\section*{Surface recombination and the spread of injected interstitials: lateral OED beside a LOCOS edge}

\textbf{Student.} In LOCOS only the window oxidises, yet boron under the nitride mask, micrometres from the edge, diffuses faster than in an inert anneal. Interstitials spread sideways, fine. But what stops them? Float-zone silicon has hardly any sinks.

\textbf{Lecturer.} The interfaces stop them. Here are the premises. Let $C_I$ be the self-interstitial concentration in cm$^{-3}$, $C_I^*$ its uniform equilibrium value, and $u=C_I-C_I^*$ the excess. First, the silicon is intrinsic at the process temperature and the excess only diffuses, with constant $D$ in cm$^2$/s:
\begin{equation}
\frac{\partial u}{\partial t}=D\nabla^2u. \tag{1}
\end{equation}
Second, an interface removes excess atoms at a rate $Ku$ per unit area, with $K$ the recombination velocity in cm/s, and an oxidising interface also injects a flux $g$ in cm$^{-2}$s$^{-1}$. With $n$ the normal pointing out of the silicon, the flux leaving is $-D\,\partial_nu$, so
\begin{equation}
D\,\partial_nu+Ku=g, \tag{2}
\end{equation}
with $g=0$ at an inert face. Third, $g$ and $K$ are constant after $t=0$, the interfaces are flat and fixed, and $u=0$ at the start. Fourth, boron is a dilute marker that moves almost wholly by interstitials, so $D_B/D_B^*=1+s$ with $s=u/C_I^*$. The growing interface need not have the same $K$ as the inert one; where both appear I call them $K_{ox}$ and $K$.

\textbf{Student.} Which $D$? The values I find differ by orders of magnitude.

\textbf{Lecturer.} Partly because of traps such as carbon. If traps in local equilibrium hold $\rho u$ atoms per volume, the left side of (1) becomes $(1+\rho)\,\partial_tu$ with the free diffusivity $D_0$ on the right, and (2) holds with $D_0,K_0,g_0$. Divide both by $1+\rho$: you recover (1) and (2) with $D$, $K$ and $g$ each reduced by that factor. The ratios $K/D$ and $g/K$ are untouched. Traps of this kind slow the clock and leave every steady profile alone.

\subsection*{Build-up at an injecting surface}

\textbf{Lecturer.} Start far inside the window on a thick wafer. Depth is $x\ge0$, the outward normal is $-x$, and (2) reads $-D\,\partial_xu=g-Ku$ at $x=0$. Take the Laplace transform $\tilde u(x,p)=\int_0^\infty e^{-pt}u\,dt$. Since $u=0$ initially, (1) gives $p\tilde u=D\,\partial_x^2\tilde u$, whose bounded solution is $\tilde u=\tilde u_s e^{-\kappa x}$ with $\kappa=\sqrt{p/D}$. The boundary condition becomes $D\kappa\tilde u_s=g/p-K\tilde u_s$. Define $h=K/D$, an inverse length, and $b=h\sqrt D$. Then
\begin{equation}
\tilde u_s=\frac{g}{Dp(\kappa+h)}=\frac gK\left[\frac1p-\frac{1}{\sqrt p\,(\sqrt p+b)}\right]. \tag{3}
\end{equation}
The second form uses $1/(\kappa+h)=(1/h)[1-\kappa/(\kappa+h)]$ and $\kappa/(\kappa+h)=\sqrt p/(\sqrt p+b)$.

\textbf{Student.} And now you reach for a table.

\textbf{Lecturer.} No need. Let $E(t)=e^{b^2t}\,\mathrm{erfc}(b\sqrt t)$. From $d\,\mathrm{erfc}(a)/da=-2e^{-a^2}/\sqrt\pi$ you get $E'=b^2E-b/\sqrt{\pi t}$, with $E(0)=1$. The transform of $1/\sqrt{\pi t}$ is $1/\sqrt p$, so $p\tilde E-1=b^2\tilde E-b/\sqrt p$, and
\begin{equation}
\tilde E=\frac{\sqrt p-b}{\sqrt p\,(p-b^2)}=\frac1{\sqrt p\,(\sqrt p+b)}. \tag{4}
\end{equation}
That is the last term of (3). The surface excess is therefore
\begin{equation}
u_s(t)=\frac gK\left[1-e^{h^2Dt}\,\mathrm{erfc}\big(h\sqrt{Dt}\big)\right]. \tag{5}
\end{equation}
The whole profile, with $\xi=x/2\sqrt{Dt}$, is
\begin{equation}
u=\frac gK\left[\mathrm{erfc}\,\xi-e^{hx+h^2Dt}\,\mathrm{erfc}\big(\xi+h\sqrt{Dt}\big)\right]. \tag{6}
\end{equation}
Verify it. Call the second term $W$. Because $2\xi h\sqrt{Dt}=hx$, we have $hx+h^2Dt-(\xi+h\sqrt{Dt})^2=-\xi^2$, so $\partial_xW=hW-G$ with $G=e^{-\xi^2}/\sqrt{\pi Dt}$, while $\partial_x\mathrm{erfc}\,\xi=-G$. The Gaussians cancel and $-D\,\partial_xu=gW$. At $x=0$, $W=E$ and $gE=g-Ku_s$, which is (2). A second derivative gives $D\,\partial_x^2u=-(g/K)(h^2DW-hDG)$. The time derivative gives the same: $\partial_t\mathrm{erfc}\,\xi=xG/2t$ and $\partial_tW=h^2DW+xG/2t-hDG$. Both terms vanish at $t=0$ for $x>0$.

\textbf{Student.} A growing exponential in a saturating answer looks suspicious.

\textbf{Lecturer.} The erfc falls faster. Put $a=h\sqrt{Dt}$, so that $a^2=t/t_K$ with $t_K=D/K^2$. For small $a$, $E\simeq1-2a/\sqrt\pi$; for large $a$, integration by parts in the erfc integral gives $E\simeq1/(a\sqrt\pi)$. Hence
\begin{equation}
u_s\simeq2g\sqrt{\frac{t}{\pi D}}\quad(t\ll t_K),\qquad
u_s\simeq\frac gK\left[1-\sqrt{\frac{t_K}{\pi t}}\right]\quad(t\gg t_K). \tag{7}
\end{equation}
Early on $K$ drops out: everything injected escapes inward. Late, almost everything recombines where it was made, and $E$ is the fraction that still enters the wafer. The approach goes only as $t^{-1/2}$: $u_s$ is 0.57 of $g/K$ at $t_K$ and needs about $31\,t_K$ to reach 0.9.

\textbf{Student.} But oxidation slows, so $g$ is not constant.

\textbf{Lecturer.} For constant $K$ the problem is linear and invariant in time, so add up steps of (5). Differentiating it, with $E'$ from above,
\begin{equation}
u_s(t)=\int_0^tg(t')\left[\frac1{\sqrt{\pi D(t-t')}}-hE(t-t')\right]dt'. \tag{8}
\end{equation}
The kernel integrates to $1/K$ and most of that weight lies within some tens of $t_K$, so $u_s$ follows $g(t)/K$ when $g$ changes slowly on that scale. If $K_{ox}$ itself depends on the oxidation rate, (8) fails, though that quasi-steady ratio survives.

\subsection*{Lateral decay in a membrane}

\textbf{Lecturer.} Now the edge. Take a silicon layer of thickness $d$, a membrane or the device layer of silicon-on-insulator. The window is $y<0$, the mask $y>0$, and nothing depends on the coordinate along the edge. Under the mask both faces are inert, with $h_1=K_1/D$ at the top ($x=0$) and $h_2=K_2/D$ at the bottom ($x=d$). In steady state (1) is Laplace's equation. Try $u=\phi(x)Y(y)$: then $Y''/Y=-\phi''/\phi=q^2$, a constant.

\textbf{Student.} Why must $q^2$ be positive?

\textbf{Lecturer.} Multiply $-\phi''=q^2\phi$ by $\phi$, integrate by parts, and use (2), which says $\phi'(0)=h_1\phi(0)$ and $\phi'(d)=-h_2\phi(d)$:
\begin{equation}
q^2\int_0^d\phi^2dx=\int_0^d\phi'^2dx+h_1\phi(0)^2+h_2\phi(d)^2>0. \tag{9}
\end{equation}
So the bounded $Y$ is $e^{-qy}$, and $\phi=\cos(qx-\delta)$. The top condition gives $\tan\delta=h_1/q$, the bottom one $\tan(qd-\delta)=h_2/q$. Together,
\begin{equation}
q_nd=\arctan\frac{h_1}{q_n}+\arctan\frac{h_2}{q_n}+n\pi,\qquad n=0,1,2,\dots \tag{10}
\end{equation}
The left side rises with $q$ and the right side falls, so each $n$ has one root, with $n\pi<q_nd<(n+1)\pi$. This is a Sturm--Liouville problem, the $\phi_n$ are orthogonal and complete, and the general bounded solution is $u=\sum_nA_n\phi_n(x)e^{-q_ny}$. Far from the edge $n=0$ survives. Its decay length is $L=1/q_0$.

For two like faces, $h_1=h_2=h=K/D$, halve (10) and take the tangent. With $z=d/2-x$ measured from the mid-plane, the even $n$ are $\cos q_nz$ and the lowest obeys
\begin{equation}
\frac1L\tan\frac{d}{2L}=\frac KD,\qquad\text{or}\qquad\theta\tan\theta=\beta,\quad\theta=\frac d{2L},\quad\beta=\frac{Kd}{2D}, \tag{11}
\end{equation}
with $0<\theta<\pi/2$. The odd $n$ are $\sin q_nz$ and obey $\theta\cot\theta=-\beta$, the first with $\pi/2<\theta_1<\pi$.

\textbf{Student.} A cosine in depth seems odd for a diffusion profile.

\textbf{Lecturer.} It is less than half a period, peaked in the middle and sagging toward the two sinks. The lateral curvature $+u/L^2$ has to be balanced by a vertical curvature $-u/L^2$. For small $\beta$, $\theta\tan\theta=\theta^2+\theta^4/3+\dots$ inverts to $\theta^2=\beta(1-\beta/3+\dots)$, and $L=d/2\theta$ becomes
\begin{equation}
L=\sqrt{\frac{Dd}{2K}}\left(1+\frac{Kd}{12D}+\dots\right). \tag{12}
\end{equation}
The leading term, $L_0$, has a direct meaning. If $Kd\ll D$ the excess is uniform in depth; integrating Laplace's equation over the thickness and using (2) at both faces gives $Dd\,u''=2Ku$. So $L_0$ is the geometric mean of $d/2$ and $D/K$. It falls short of $L$, because the faces sit below the mean concentration, but by less than 5 per cent of $L_0$ up to $Kd/D=0.6$. For large $\beta$ write $\theta=\pi/2-\epsilon$; then $\tan\epsilon=\theta/\beta$, $\theta\simeq(\pi/2)\beta/(\beta+1)$ and $L\simeq d/\pi+2D/\pi K$. Perfect sinks give $d/\pi$ and nothing shorter.

\textbf{Student.} The 2 in $2K$ counts the faces?

\textbf{Lecturer.} Yes. For a thin layer the arctangents in (10) are small, $q_0^2d=h_1+h_2$, and $L=\sqrt{Dd/(K_1+K_2)}$. With a reflecting back face, (10) gives $(1/L)\tan(d/L)=K/D$. Equation (11) needs both faces alike.

\subsection*{The amplitude at the edge}

\textbf{Student.} You have a length but no prefactor. The window must set $A_0$.

\textbf{Lecturer.} It does, and for $K_{ox}\neq K$ the matching is numerical in general. But it can be bracketed. Far inside the window the steady profile $u_1$ is linear in depth. The flux through the layer is $Ku_b$, so the top and bottom values obey $u_t=u_b(1+hd)$, and $g=K_{ox}u_t+Ku_b$:
\begin{equation}
u_t=\frac{g}{K_{ox}+K/(1+hd)},\qquad u_b=\frac{u_t}{1+hd}. \tag{13}
\end{equation}
Now a comparison principle. Let $w$ be harmonic in the strip, tend to non-negative limits at both ends, and satisfy $D\,\partial_nw+K'w\ge0$ on the faces for some $K'>0$. A negative minimum cannot lie inside, and on a face it would have $\partial_nw\le0$ and $K'w<0$, a contradiction. So $w\ge0$. Applied to $u$ itself this gives $u\ge0$. Apply it to $w=u_1-u$: the boundary expression vanishes in the window and on the bottom, and under the mask it is $D\,\partial_nu_1+Ku_1>0$. Thus $u\le u_1$. Apply it to $w=u(y)+u(-y)-u_1$, which is even in $y$: on top, with $K'=K_{ox}$, the expression is $(K_{ox}-K)\,u(|y|)$, and on the bottom it is zero. So, for $K_{ox}\ge K$,
\begin{equation}
\tfrac12u_1(z)\le u(0,z)\le u_1(z), \tag{14}
\end{equation}
and the lower bound is exact when $K_{ox}=K$. Project on $\cos(z/L)$, which is positive and so keeps the inequalities. The odd part of $u_1$ drops out; $\int\cos(z/L)\,dz=2L\sin\theta$ and $\int\cos^2(z/L)\,dz=L(2\theta+\sin2\theta)/2$ over the layer. At the top face under the mask, once the higher modes have died,
\begin{equation}
u\simeq\eta\,\frac{u_t+u_b}{2}\,\frac{4\sin\theta\cos\theta}{2\theta+\sin2\theta}\,e^{-y/L},\qquad\tfrac12\le\eta\le1. \tag{15}
\end{equation}
If the layer is thin on the window side too, $K_{ox}d\ll D$, then $Dd\,u''=(K_{ox}+K)u-g$ there, the recovery length is $L_{ox}=\sqrt{Dd/(K_{ox}+K)}$, and matching value and slope at $y=0$ gives $\eta=L/(L+L_{ox})$, inside the bracket.

\subsection*{Range of validity}

\textbf{Student.} When is it steady?

\textbf{Lecturer.} Project (1) on $\phi_0$ under the mask. The amplitude obeys $\partial_tA=D\,\partial_y^2A-A/\tau$ with $\tau=L^2/D$. If the edge value jumps to $A_0$ at $t=0$, the transform is $\tilde A=(A_0/p)\exp[-y\sqrt{1/L^2+p/D}]$, and substitution confirms
\begin{equation}
A=\frac{A_0}2\left[e^{-y/L}\mathrm{erfc}\Big(\frac{y}{2\sqrt{Dt}}-\sqrt{\frac t\tau}\Big)+e^{y/L}\mathrm{erfc}\Big(\frac{y}{2\sqrt{Dt}}+\sqrt{\frac t\tau}\Big)\right]. \tag{16}
\end{equation}
The first erfc is near 2, and the second term negligible, when $t\gg\tau$ and $y\ll2Dt/L$. Expanding the exponent to first order in $p$ gives $e^{-y/L}(1-p\,yL/2D)$: the point $y$ lags the edge by a mean delay $yL/2D$, which lowers a time-averaged enhancement by the fraction $yL/2Dt$. If instead the source decays at a rate $\gamma$, putting $p=-\gamma$ stretches the length to $L/\sqrt{1-\gamma\tau}$.

\textbf{Student.} Ordinary LOCOS is on a bulk wafer. Can I just put in the wafer thickness?

\textbf{Lecturer.} You would get roughly $d/\pi$, with a $\tau$ far longer than the process. At $y\ll d$ many modes contribute and the sum becomes an integral. Take $d\to\infty$, steady state and $K_{ox}=K$. The functions $k\cos kx+h\sin kx$ satisfy (2) under the mask, and (14) fixes $u(0,x)=g/2K$. The integrals $\int_0^\infty h\cos kx\,dk/(k^2+h^2)=(\pi/2)e^{-hx}$ and $\int_0^\infty h^2\sin kx\,dk/[k(k^2+h^2)]=(\pi/2)(1-e^{-hx})$ add to $\pi/2$, which identifies the weight $(g/\pi K)\,h/[k(k^2+h^2)]$. At the surface,
\begin{equation}
u(y)=\frac{g}{\pi K}\int_0^\infty\frac{h\,e^{-ky}}{k^2+h^2}\,dk\;\longrightarrow\;\frac{g}{\pi K}\,\frac{D}{Ky}\qquad(y\gg D/K). \tag{17}
\end{equation}
It is 0.40 of the edge value at $y=D/K$ and still 0.12 at $5D/K$. In bulk the scale is $D/K$, the tail is algebraic because atoms detour through the depth, and in practice it is cut off at a few $\sqrt{Dt}$. A true exponential needs a back face.

\textbf{Student.} And the vacancies? Antimony slows down under oxidation, so they are depleted.

\textbf{Lecturer.} That is the largest omission. Take the opposite limit, fast recombination, $C_IC_V=C_I^*C_V^*$, so $C_V/C_V^*=1/(1+s)$. Recombination cancels from the difference of the two continuity equations, and in steady state $D_IC_I-D_VC_V$ is harmonic:
\begin{equation}
\nabla^2\left[s+\frac{rs}{1+s}\right]=0,\qquad r=\frac{D_VC_V^*}{D_IC_I^*}. \tag{18}
\end{equation}
An inert face removes the difference at the rate $K_IC_I^*s+K_VC_V^*s/(1+s)$. For small $s$ all is linear again and (11) holds with
\begin{equation}
h=\frac{K_IC_I^*+K_VC_V^*}{D_IC_I^*+D_VC_V^*}. \tag{19}
\end{equation}
Take $r\approx0.5$, a typical order near 1100\,$^\circ$C. If $K_V$ were negligible, a thin-layer $L$ would be $\sqrt{1+r}=1.22$ times the interstitial-only value, so $D/K$ must be read as the effective ratio $1/h$. The bracket in (18) departs from its linear form by the fraction $rs/[(1+r)(1+s)]$: 11 per cent at $s=0.5$, 3 per cent at $s=0.1$. The decay length of the tail is safe; the amplitude near the edge is uncertain at the ten per cent level.

To collect the conditions: (5) needs constant $g$ and $K$, $\sqrt{Dt}\ll d$ and a point many $\sqrt{Dt}$ inside the window. Equation (11) needs like faces, $t\gg\tau$, $y\ll2Dt/L$, and $y$ beyond a few $1/q_1$, which is less than $d/\pi$. The square root needs $Kd\ll D$. All of them need intrinsic doping, no saturable traps or growing stacking faults, modest $s$, an interface velocity small against $K$, and a bird's beak short against $L$.

\subsection*{An illustration}

\textbf{Student.} Give me numbers.

\textbf{Lecturer.} Thick-film SOI, $d=10\ \mu$m, LOCOS in steam at 1100\,$^\circ$C for 2 h, growing about 1 $\mu$m of field oxide. Under the nitride lies a pad oxide and below the film the buried oxide, so both faces are inert Si/SiO$_2$ and I give them one $K$. The inputs are illustrative effective values: $D=1\times10^{-9}$ cm$^2$/s, $K=5\times10^{-7}$ cm/s, $K_{ox}=5\times10^{-6}$ cm/s and $g/K_{ox}=C_I^*$. I chose them to reproduce typical behaviour at this temperature, a boron enhancement of about two that appears within minutes and a range of order ten micrometres, so those features are put in and not predicted.

First a bulk monitor wafer, 525 $\mu$m thick, in the same tube. With $K_{ox}$ in (5), $t_K=D/K_{ox}^2=40$ s, and 0.9 of saturation is reached after 21 min. At 2 h, $\sqrt{Dt}=27\ \mu$m, safely below the thickness; $a^2=180$, $a=13.4$, $E=0.042$ and $s=0.96$. In the film (5) holds only for $t\ll d^2/D=1000$ s, after which (13) takes over.

Under the mask, $D/K=20\ \mu$m, $hd=0.5$ and $\beta=0.25$. The root of (11) is $\theta=0.480$, so $L=10.4\ \mu$m against $L_0=10.0\ \mu$m, the 4 per cent that (12) predicts. Then $\tau=18$ min and $2Dt/L=0.14$ mm, so the region of interest is steady at the end. The first odd mode has $\theta_1=1.72$ and $1/q_1=2.9\ \mu$m. The monitor wafer, by contrast, would have $L=180\ \mu$m and $\tau=90$ h, which is why (11) says nothing useful about it.

For the amplitude, (13) gives $s_t=0.94$ and $s_b=0.625$, mean 0.781, so boron under the field oxide is enhanced 1.9-fold. In (15), $4\sin\theta/(2\theta+\sin2\theta)=1.038$ and $\cos\theta=0.887$, and
\begin{equation}
\frac{D_B}{D_B^*}-1\simeq(0.36\ \text{to}\ 0.72)\;e^{-y/(10.4\,\mu\mathrm m)}. \tag{20}
\end{equation}
The excess falls to 0.1 at $y=L\ln(\text{prefactor}/0.1)$, between 13 and 21 $\mu$m from the edge. At 13 $\mu$m the odd mode has lost a factor 0.04 relative to the lowest one.

\textbf{Student.} And the things you dropped?

\textbf{Lecturer.} The oxide consumes about 0.44 of its thickness in silicon, a mean velocity of $6.1\times10^{-9}$ cm/s, which is 1.2 per cent of $K$ and less still of $K_{ox}$; the film under the mask is not thinned at all. A bird's beak of typically under a micrometre moves the origin by that much. If $g$ follows a parabolic growth rate, $g\propto t^{-1/2}$, the local decay rate is $\gamma=1/2t$, so $\gamma\tau=0.075$ at 2 h and the profile is stretched by 4 per cent. For constant $g$, the delay at 21 $\mu$m is 15 per cent of the run, which pulls the time-averaged contour in by about $L\ln(1/0.85)=1.7\ \mu$m. All of these are smaller than the width of the bracket. The input that matters is $D/K$: ratios inferred for oxide interfaces typically scatter over about an order of magnitude with temperature and mask stack. With $D/K=2\ \mu$m, $\beta=2.5$ and (11) gives $L=4.4\ \mu$m, where the square root would give 3.2 $\mu$m and no longer applies. So the model's result for this film is a decay length near 10 $\mu$m and a ten per cent enhancement reaching 13 to 21 $\mu$m under the mask, and a tenfold stronger sink shortens the length only by a factor of 2.4.